**Q.** These are isomer pairs of small aluminium compounds. Which member of each pair is lower in energy, and how do I read the columns?

Electronic energies of gas-phase aluminium compounds relative to their isomers, from Ansatz 0.2.0: closed-shell single points with the functionals named, in the def2-TZVPP basis at PBE0-D4/def2-TZVP geometries. Each energy is the isomer's minus that of the molecule under "against", the lowest singlet of the same formula at PBE0-D4 among those computed.

| isomer (SMILES) | against | formula | point group | bonds gained (+) and lost (-) | r2SCAN-D4 (kJ/mol) | B3LYP-D4 (kJ/mol) | wB97X-V (kJ/mol) | wB97M-V (kJ/mol) |
| --- | --- | --- | --- | --- | --- | --- | --- | --- |
| [AlH2][CH2][GeH3] | [CH3][AlH][GeH3] | CH7AlGe | Cs | -1 Al-Ge +1 Al-H +1 Ge-C -1 H-C | 41.3 | 38.9 | 34.0 | 34.3 |
| [SiH3][CH]1[AlH][GeH2]1 | [CH2]1[AlH][GeH2][SiH2]1 | CH7AlGeSi | C1 | +1 Ge-C -1 H-C -1 Si-Ge +1 Si-H | 95.3 | 105.4 | 102.7 | 98.5 |
| C1[CH2][AlH][CH2]1 | C=[CH][AlH][CH3] | C3H7Al | Cs | +2 C-C -1 C=C | 21.9 | 36.9 | 17.0 | 22.5 |
| C[CH2][AlH2] | [CH3][AlH][CH3] | C2H7Al | Cs | -1 Al-C +1 Al-H +1 C-C -1 H-C | 67.3 | 61.7 | 59.2 | 63.5 |
| C[N]1C[CH2][AlH]1 | CC=C[NH][AlH2] | C3H8AlN | Cs | +1 Al-C -1 Al-H +1 C-N -1 C=C +2 H-C -1 H-N | 21.9 | 34.2 | 15.5 | 19.7 |
| C=[N][AlH][CH2]C | CC=C[NH][AlH2] | C3H8AlN | C1 | +1 Al-C -1 Al-H -1 C-N -1 C=C +1 C=N +2 H-C -1 H-N | 20.3 | 18.6 | 17.6 | 16.7 |
| NC=C[CH2][AlH2] | CC=C[NH][AlH2] | C3H8AlN | n/a | +1 Al-C -1 Al-N -1 H-C +1 H-N | 80.3 | 96.6 | 89.6 | 87.4 |
| CC=[C](N)[AlH2] | CC=C[NH][AlH2] | C3H8AlN | n/a | +1 Al-C -1 Al-N -1 H-C +1 H-N | 93.7 | 95.3 | 93.0 | 92.6 |
| C[C]1=[N][AlH]1 | [CH3][AlH][C]#N | C2H4AlN | Cs | -1 Al-C +1 Al-N -1 C#N +1 C-C +1 C=N | 155.3 | 170.6 | 170.1 | 172.3 |
| [CH]1=N[CH2][AlH]1 | [CH3][AlH][C]#N | C2H4AlN | Cs | -1 C#N +1 C-N +1 C=N | 177.7 | 186.9 | 181.8 | 186.5 |

**A.** Each energy is the first molecule minus the one under "against", so a positive entry means the partner is lower. All entries are positive, from 15.5 to 186.9 kJ/mol. That agreement is partly arranged, because the partner was chosen as the lowest at PBE0-D4; what the four functionals add is that none overturns the choice. In the SMILES strings a pair of equal digits closes a ring, and hydrogens outside brackets are implicit. The bond column counts the bonds gained and lost on going from partner to isomer, a multiple bond counting as one.

**Q.** Take the simplest pair. Why should ethylalane, `C[CH2][AlH2]`, lie 59 to 67 kJ/mol above dimethylalane? Both have three bonds at aluminium.

**A.** Aluminium gives up electron density to its neighbours, and a polar bond is usually stronger than the average of the two non-polar bonds from which it could be made. On this view a molecule gains most when its electropositive atom is bound to the most electronegative atoms on offer. Dimethylalane has two Al-C bonds. Ethylalane spends one carbon on a non-polar C-C bond and gives aluminium a hydrogen instead, which on Pauling's scale pulls less.

Pauling's rule puts this in a formula. With $D$ a bond energy and $\chi$ an electronegativity,

$$D(AB)=\tfrac12\,[D(AA)+D(BB)]+k\,(\chi_A-\chi_B)^2,\qquad k = 1\ \text{eV} = 96.5\ \text{kJ/mol}.$$

If every element keeps its number of single bonds, the $D(AA)$ terms cancel between isomers. With $n$ the signed count in the bond column, what remains is $\Delta E=-k\sum n\,(\Delta\chi)^2$. The model has no adjustable constant, so every row it covers is a test; the three rows that change C-N π bonds are outside it. Of the seven covered, it gets the sign right only for ethylalane and the two isomers that lose Al-N. It fails for both germanium compounds, missing `[SiH3][CH]1[AlH][GeH2]1` by at least 124 kJ/mol, and for both rings closed at the expense of C=C; it leaves out ring strain. It uses rough recalled values, H 2.2, C 2.5, N 3.0, Al 1.6. For ethylalane, taking Al-C, Al-H, C-C and H-C in turn,

$$\sum n(\Delta\chi)^2=-0.81+0.36+0-0.09=-0.54,\qquad \Delta E=+0.54\times 96.5=+52\ \text{kJ/mol}.$$

The mean of the four functionals is 62.9. Raising carbon to 2.6 moves the estimate to 77, so here the rule brackets the computed value and is worth no more than its first digit.

**Q.** Then nitrogen should be better still as a partner for aluminium. Do the C3H8AlN isomers bear that out?

**A.** They do. The two isomers that keep the Al-N bond of the amide `CC=C[NH][AlH2]` lie 15.5 to 34.2 kJ/mol above it, and the two that lose it lie 80.3 to 96.6 above. The cleanest case is `CC=[C](N)[AlH2]`, where aluminium and a hydrogen have simply changed places between nitrogen and carbon.

For that swap the rule gives 46 to 58 kJ/mol, and the functionals average 93.7. Theory supplies a term that the rule omits: three-coordinate aluminium has an empty p orbital, and an amide nitrogen can donate its lone pair into it, which adds partial π bonding to Al-N. This favours the amide, as the shortfall requires, but its size is untested here.

**Q.** Both swaps also destroy a C-H bond. Could that be the real cost?

**A.** For ethylalane it could be, depending on how the books are kept. Pauling's rule measures each bond against the non-polar bonds of its two atoms, and on that scale the loss of Al-C weighs most. In ordinary bond energies C-H is clearly stronger than C-C, while Al-C and Al-H are close, so there the exchange of C-H for C-C carries most of the cost. Only the total is computed; the split is a choice. The amide swap gains an N-H bond for the C-H it loses, so there the loss of Al-N should weigh more.

Whether the rule itself undervalues C-H is a separate question, and germanium helps to answer it. For the open chain `[AlH2][CH2][GeH3]` the rule predicts −35 to −39 kJ/mol, while the functionals average +37.1, a plain failure of sign. All five rows that only exchange single bonds lose one C-H bond, and all are uphill, though in `[SiH3][CH]1[AlH][GeH2]1` the ring also shrinks from four members to three. If the rule merely undervalued C-H, it would miss all five by the same amount. It misses ethylalane by at most 14 kJ/mol and the germanium chain by at least 72, so most of that failure more likely lies in how the rule treats the bonds to germanium. A strong C-H bond given up for a weaker Ge-C bond would explain the uphill sign, provided that the gain from Al-Ge to Al-H is smaller; these runs do not separate the two. Germanium is also computed here without scalar relativity, an effect these runs leave untested.

One comparison leaves the C-H count unchanged. The three-membered ring `C[C]1=[N][AlH]1` has Al-N, and the four-membered `[CH]1=N[CH2][AlH]1` has a second Al-C in its place, and also a C-N bond where the smaller ring has C-C. The smaller ring is lower at every level, by 11.7 to 22.4 kJ/mol, although a tighter ring is normally more strained. The rule gives 77 to 87 before strain, so the order is consistent with the Al-N preference. I would lean on it lightly, since both rings have much smaller r2SCAN orbital gaps than the nitrile, and r2SCAN-D4 puts the smaller ring well below where the other three functionals do.

**Q.** What about the four-membered ring `C1[CH2][AlH][CH2]1`? Turning a double bond into two single bonds usually releases energy.

**A.** With rough recalled bond energies, two C-C bonds at 350 against one C=C at 610 release 90 kJ/mol. The computed ring lies instead 24.6 above the vinyl compound on average.

The difference, about 115 kJ/mol, is read as ring strain: bond angles forced near a right angle weaken the overlap, and cyclobutane pays roughly 110, again a recalled figure. That reading is standard chemistry, but the size rests on two rounded bond energies, and it absorbs whatever else differs, such as conjugation between the vinyl group and aluminium. The useful point is that this order is a small remainder of two large opposing terms. A modest error in either term shifts it, and the nitrogen ring `C[N]1C[CH2][AlH]1` is in the same position.

**Q.** So how safe are the orders?

**A.** Compare the lowest of the four values with their spread, the highest less the lowest. For the two rings closed at the expense of C=C the ratio is 0.9 and 0.8, and for the other eight rows it is 4.6 or more. The spread is a measure of disagreement, and four functionals can share an error, so it is not an error bar. The row-by-row figures are in the printed output after this exchange.

In those two rings the spread comes from B3LYP-D4, which lies about 17 kJ/mol above the mean of wB97X-V and wB97M-V. Its dispersion term lowers both values by under 3, so the offset sits in the functional itself. The rings closed from the nitrile do not show it, differing by −0.6 and +2.8. B3LYP is known to undervalue C-C single bonds formed from π bonds, which fits the ring closed by C-C bonds directly. The other three functionals therefore give the more credible margins, and these are the thinner ones, down to 15.5.

Among the higher isomers the order can flip. The nitrogen ring lies above `C=[N][AlH][CH2]C` at three levels, by 15.6 at B3LYP-D4, and 2.1 below it at wB97X-V. `NC=C[CH2][AlH2]` lies below `CC=[C](N)[AlH2]` at three levels, by 13.4 at r2SCAN-D4, and 1.3 above it at B3LYP-D4. Neither pair is settled.

**Q.** What would reverse a row outright?

**A.** These are electronic energies, without zero-point or thermal terms. An Al-H stretch is softer than a C-H stretch, which by itself favours ethylalane by something like 5 to 10 kJ/mol. Its stiffer C-C skeleton works the other way, so the sign of the whole zero-point shift is open, but its size should stay far short of the margin. Entropy favours open chains, which have internal rotations that rings lack, so heating should widen the thin ring margins. For scale, $RT$ is about 2.5 kJ/mol at room temperature, and a gap of 15.5 gives a population factor of $e^{-6.2}\approx 0.002$.

Structure is the larger risk. One conformer was computed per molecule, and six rows, ethylalane and the ring `C1[CH2][AlH][CH2]1` among them, carry a small imaginary mode, so a geometry there is not quite a minimum. A lower conformer of the upper isomer would narrow a gap, which matters for margins near 20 kJ/mol. An isomer that was not computed could displace a partner altogether, and the closed-shell singlet was imposed, so triplets are untested.

In a real sample the main caveat is association. These are isolated gas-phase monomers, and the computed ethylalane has planar aluminium with its p orbital empty. Such alanes normally dimerise through bridges or bind a donor solvent, with energies that can match the gaps in the table. An isomer that associates more strongly could overtake its partner, and filling the empty orbital would also remove some of the amide's π advantage; both effects are argued, and neither was computed.

Output of the analysis:

```
Energies in kJ/mol; rounding 0.05 per entry, 0.1 per difference; wB = mean of wB97X-V, wB97M-V
row isomer: mean, lowest, highest, spread, lowest/spread, B3LYP-wB, r2SCAN-wB
 1 [AlH2][CH2][GeH3]         37.1  34.0  41.3  7.3  4.7  +4.8  +7.1
 2 [SiH3][CH]1[AlH][GeH2]1  100.5  95.3 105.4 10.1  9.4  +4.8  -5.3
 3 C1[CH2][AlH][CH2]1        24.6  17.0  36.9 19.9  0.9 +17.1  +2.1
 4 C[CH2][AlH2]              62.9  59.2  67.3  8.1  7.3  +0.4  +5.9
 5 C[N]1C[CH2][AlH]1         22.8  15.5  34.2 18.7  0.8 +16.6  +4.3
 6 C=[N][AlH][CH2]C          18.3  16.7  20.3  3.6  4.6  +1.5  +3.2
 7 NC=C[CH2][AlH2]           88.5  80.3  96.6 16.3  4.9  +8.1  -8.2
 8 CC=[C](N)[AlH2]           93.7  92.6  95.3  2.7 34.3  +2.5  +0.9
 9 C[C]1=[N][AlH]1          167.1 155.3 172.3 17.0  9.1  -0.6 -15.9
10 [CH]1=N[CH2][AlH]1       183.2 177.7 186.9  9.2 19.3  +2.8  -6.5
C3H8AlN: Al-N kept (rows 5,6) 15.5 to 34.2; Al-N lost (rows 7,8) 80.3 to 96.6
Pauling swap model (1 eV = 96.5; C=C to 2 C-C = -90): table mean, model C 2.5 / 2.6, table-model
  row 1            37.1 |   -35 /  -39 |  +72 /  +76  sign missed
  row 2           100.5 |   -23 /  -27 | +124 / +127  sign missed
  row 3            24.6 |   -90 /  -90 | +115 / +115  sign missed
  row 4            62.9 |   +52 /  +77 |  +11 /  -14
  row 5            22.8 |  -113 / -136 | +136 / +159  sign missed
  row 7            88.5 |   +58 /  +46 |  +31 /  +42
  row 8            93.7 |   +58 /  +46 |  +36 /  +47
  row 2 - row 1    63.3 |   +12 /  +12 |  +52 /  +52
  row 5 - row 3    -1.8 |   -23 /  -46 |  +21 /  +45
  row 10 - row 9   16.2 |   +87 /  +77 |  -71 /  -61
  not modelled (C-N pi bonds change): row 6, row 9, row 10
Same-formula differences: r2SCAN-D4, B3LYP-D4, wB97X-V, wB97M-V
  row 5 - row 6: +1.6 +15.6 -2.1 +3.0
  row 7 - row 8: -13.4 +1.3 -3.4 -5.2
  row 10 - row 9: +22.4 +16.3 +11.7 +14.2
row: B3LYP D4 part, X-H stretch zero-point shift (rough), r2SCAN gap of isomer and change (eV)
 1      -3.5   -7  5.16 +0.79
 2      -1.5   -5  4.08 +0.61
 3      -2.7   +0  4.56 -0.26
 4      -1.7   -7  4.83 -0.68
 5      -2.5   +4  4.29 +0.74
 6      +4.0   +4  3.86 +0.31
 7      -1.8   +2  4.17 +0.62
 8      -1.6   +2  3.18 -0.37
 9      -2.7   +0  2.98 -2.15
10 not given   +0  2.73 -2.40
Correlation of r2SCAN-wB with gap change: all rows 0.55, rows 1-8 -0.26
```
